**Plane-by-plane shares of the lowest empty states of a Rh(100) slab**

The table gives the share of the states 0 to 0.25 eV above the Fermi level on each plane of a six-plane Rh(100) slab, from plane-wave PAW calculations with PBE and no spin, the lower half held at bulk positions. The program tests a second-moment picture of d-band narrowing, first with neighbour counts alone and then with hopping scaled as d⁻⁵, and also fits a constant plus two surface exponentials. Neighbour counting gives 0.190 for a face and 0.155 inside, which matches rows 1, 3 and 4 but misses the subsurface planes by up to 0.009 and the relaxed face by 0.013; the distance scaling yields the sign and over half the size of the difference between the faces. The exponential fit leaves the decay length undetermined. Other energy windows of the same run show that the face-to-middle ratio falls from 1.8 just below the Fermi level to 1.04 at 0.25 to 0.5 eV, because the interior planes gain states, and to 0.94 at 0.5 to 1 eV, where all planes lose states and the faces lose more.

Share of the states from 0 to 0.25 eV above the Fermi level on each plane of a six-plane Rh(100) slab, every state counted full; heights are relative to the top atom. Ansatz 0.2.0, scalar-relativistic PBE, plane-wave PAW, no spin polarization, 420 eV cutoff, 18 × 18 × 1 k mesh, 0.1 eV Gaussian smearing; lower three planes held at bulk positions, upper three relaxed.

## Numerical check

```python
# Table: share of the states 0-0.25 eV above the Fermi level on each plane of a six-plane Rh(100)
# slab (Ansatz 0.2.0, PBE, PAW, 420 eV, 18x18 mesh, no spin). Tested: second-moment d-band
# narrowing (neighbour count, then d^-5 hopping) and a constant plus two surface exponentials.
T = {
    'row': [1, 2, 3, 4, 5, 6],
    'plane_share': [0.189, 0.164, 0.156, 0.153, 0.162, 0.177],
    'plane_formula': ['Rh', 'Rh', 'Rh', 'Rh', 'Rh', 'Rh'],
    'plane_height': [-9.511, -7.609, -5.708, -3.77, -1.845, 0.0],  # angstrom
}
import numpy as np
s = np.array(T['plane_share'], float); z = np.array(T['plane_height'], float); n = len(s)
a = 2.689  # in-plane cell edge (A) of the same run
rms = lambda r: float(np.sqrt(np.mean(r**2)))
fmt = lambda v, k=3: ' '.join(f'{x:.{k}f}' for x in v)
dz = np.diff(z); d = np.sqrt(a*a/2 + dz**2)
print(f'sum of shares {s.sum():.3f}; equal share {1/n:.4f}; table rounding 0.0005')
print('plane spacings, bottom up (A):', fmt(dz), f'; bulk {a/np.sqrt(2):.3f}')
print('spacing change from bulk (%):', fmt(100*(dz*np.sqrt(2)/a - 1), 1))
print('contacts between planes (A):', fmt(d))
Z = np.array([8, 12, 12, 12, 12, 8.0])
w = 4*(a/d)**10; mu = np.full(n, 4.0); mu[:-1] += w; mu[1:] += w
mA = Z**-0.5/np.sum(Z**-0.5); mB = mu**-0.5/np.sum(mu**-0.5)
def efit(L):
    M = np.c_[np.ones(n), np.exp(-(z - z[0])/L), np.exp(-(z[-1] - z)/L)]
    c = np.linalg.lstsq(M, s, rcond=None)[0]
    return c, M @ c
Ls = np.arange(0.5, 20.01, 0.05); L0 = Ls[np.argmin([rms(s - efit(L)[1]) for L in Ls])]
c0, mE = efit(L0)
print('second moments with d^-5 hopping (bulk 12):', fmt(mu, 2))
print('row share vs-equal(%) | count model, resid | d^-5 model, resid | exponential, resid')
for i in range(n):
    print(f"{T['row'][i]} {s[i]:.3f} {100*(s[i]*n-1):+.1f} | {mA[i]:.4f} {s[i]-mA[i]:+.4f} | "
          f"{mB[i]:.4f} {s[i]-mB[i]:+.4f} | {mE[i]:.4f} {s[i]-mE[i]:+.4f}")
for name, m in (('equal sharing', np.full(n, 1/n)), ('count model', mA), ('d^-5 model', mB), ('exponential', mE)):
    k = np.argmax(abs(s - m))
    print(f"{name}: rms {rms(s-m):.4f}, worst row {T['row'][k]} ({s[k]-m[k]:+.4f})")
out, sub, mid = (s[0]+s[5])/2, (s[1]+s[4])/2, (s[2]+s[3])/2
print(f'pair means: faces {out:.4f}, subsurface {sub:.4f}, middle {mid:.4f}')
print(f'faces/middle {out/mid:.3f}; count model sqrt(12/8) = {np.sqrt(1.5):.3f}')
print(f'top/bottom: table {s[5]/s[0]:.3f}, d^-5 model {mB[5]/mB[0]:.3f}')
print(f'bottom minus top: faces {s[0]-s[5]:+.3f} (d^-5 model {mB[0]-mB[5]:+.3f}), '
      f'rows 2-5 {s[1]-s[4]:+.3f}, rows 3-4 {s[2]-s[3]:+.3f}')
print(f'best exponential (4 parameters): length {L0:.2f} A, constant, bottom, top', fmt(c0))
for L in (1, 2, 3, 5, 10):
    c, m = efit(L)
    print(f'  length fixed at {L} A: constant {c[0]:+.3f}, rms {rms(s-m):.4f}')
print('midpoint slice widths rows 2-5 (A):', fmt((dz[:-1]+dz[1:])/2), '; shares', fmt(s[1:5]))
# further outputs of the same run: windows (eV), states per cell, shares by plane
win = [(-2, -1), (-1, -.5), (-.5, -.25), (-.25, 0), (0, .25), (.25, .5), (.5, 1), (1, 1.5)]
N = [9.703704, 4.950617, 2.567901, 2.006173, 2.567901, 3.0, 3.623457, 1.049383]
W = [[.2253, .1337, .1508, .1567, .1246, .2090], [.2361, .1280, .1325, .1402, .1327, .2305],
     [.2533, .1456, .1257, .1208, .1368, .2178], [.2255, .1573, .1218, .1237, .1576, .2141],
     list(s), [.1721, .1676, .1662, .1605, .1656, .1679],
     [.1590, .1646, .1704, .1734, .1689, .1637], [.2358, .1305, .1304, .1365, .1308, .2359]]
print('window eV | states/eV | share: face mid ratio | states/eV per plane: face sub mid | bottom-top')
for (lo, hi), Nw, r in zip(win, N, W):
    g = Nw/(hi - lo); f = (r[0]+r[5])/2; u = (r[1]+r[4])/2; m = (r[2]+r[3])/2
    print(f'{lo:+.2f} to {hi:+.2f} | {g:.1f} | {f:.3f} {m:.3f} {f/m:.2f} | '
          f'{f*g:.2f} {u*g:.2f} {m*g:.2f} | {r[0]-r[5]:+.3f}')
print(f'excess over middle mean (states per cell): bottom {(s[0]-mid)*N[4]:.3f}, top {(s[5]-mid)*N[4]:.3f} of {N[4]:.3f}')
lev = N[4]*18*18/2
print(f'levels of the full 18x18 mesh in the window: {lev:.1f} (72 irreducible)')
print(f'fraction of window: mean irreducible level {1/72:.3f}, eightfold star {8/lev:.3f}')
assert abs(s.sum() - 1) < 0.003
assert min(s[0], s[5]) > 1/n > s[1:5].max() and out > sub > mid
assert dz[-1] < dz[0] and s[5] < s[0] and mB[5] < mB[0]
assert rms(s - mA) < rms(s - 1/n)
```

Running it gives:

```
sum of shares 1.001; equal share 0.1667; table rounding 0.0005
plane spacings, bottom up (A): 1.902 1.901 1.938 1.925 1.845 ; bulk 1.901
spacing change from bulk (%): 0.0 -0.0 1.9 1.2 -3.0
contacts between planes (A): 2.689 2.689 2.715 2.706 2.649
second moments with d^-5 hopping (bulk 12): 7.99 12.00 11.64 11.39 12.40 8.64
row share vs-equal(%) | count model, resid | d^-5 model, resid | exponential, resid
1 0.189 +13.4 | 0.1899 -0.0009 | 0.1906 -0.0016 | 0.1887 +0.0003
2 0.164 -1.6 | 0.1551 +0.0089 | 0.1555 +0.0085 | 0.1648 -0.0008
3 0.156 -6.4 | 0.1551 +0.0009 | 0.1579 -0.0019 | 0.1554 +0.0006
4 0.153 -8.2 | 0.1551 -0.0021 | 0.1596 -0.0066 | 0.1541 -0.0011
5 0.162 -2.8 | 0.1551 +0.0069 | 0.1530 +0.0090 | 0.1605 +0.0015
6 0.177 +6.2 | 0.1899 -0.0129 | 0.1833 -0.0063 | 0.1775 -0.0005
equal sharing: rms 0.0125, worst row 1 (+0.0223)
count model: rms 0.0071, worst row 6 (-0.0129)
d^-5 model: rms 0.0064, worst row 5 (+0.0090)
exponential: rms 0.0009, worst row 5 (+0.0015)
pair means: faces 0.1830, subsurface 0.1630, middle 0.1545
faces/middle 1.184; count model sqrt(12/8) = 1.225
top/bottom: table 0.937, d^-5 model 0.962
bottom minus top: faces +0.012 (d^-5 model +0.007), rows 2-5 +0.002, rows 3-4 +0.003
best exponential (4 parameters): length 2.40 A, constant, bottom, top 0.143 0.045 0.034
  length fixed at 1 A: constant +0.156, rms 0.0022
  length fixed at 2 A: constant +0.148, rms 0.0010
  length fixed at 3 A: constant +0.134, rms 0.0010
  length fixed at 5 A: constant +0.092, rms 0.0012
  length fixed at 10 A: constant -0.107, rms 0.0013
midpoint slice widths rows 2-5 (A): 1.901 1.919 1.932 1.885 ; shares 0.164 0.156 0.153 0.162
window eV | states/eV | share: face mid ratio | states/eV per plane: face sub mid | bottom-top
-2.00 to -1.00 | 9.7 | 0.217 0.154 1.41 | 2.11 1.25 1.49 | +0.016
-1.00 to -0.50 | 9.9 | 0.233 0.136 1.71 | 2.31 1.29 1.35 | +0.006
-0.50 to -0.25 | 10.3 | 0.236 0.123 1.91 | 2.42 1.45 1.27 | +0.036
-0.25 to +0.00 | 8.0 | 0.220 0.123 1.79 | 1.76 1.26 0.99 | +0.011
+0.00 to +0.25 | 10.3 | 0.183 0.154 1.18 | 1.88 1.67 1.59 | +0.012
+0.25 to +0.50 | 12.0 | 0.170 0.163 1.04 | 2.04 2.00 1.96 | +0.004
+0.50 to +1.00 | 7.2 | 0.161 0.172 0.94 | 1.17 1.21 1.25 | -0.005
+1.00 to +1.50 | 2.1 | 0.236 0.133 1.77 | 0.49 0.27 0.28 | -0.000
excess over middle mean (states per cell): bottom 0.089, top 0.058 of 2.568
levels of the full 18x18 mesh in the window: 416.0 (72 irreducible)
fraction of window: mean irreducible level 0.014, eightfold star 0.019
```
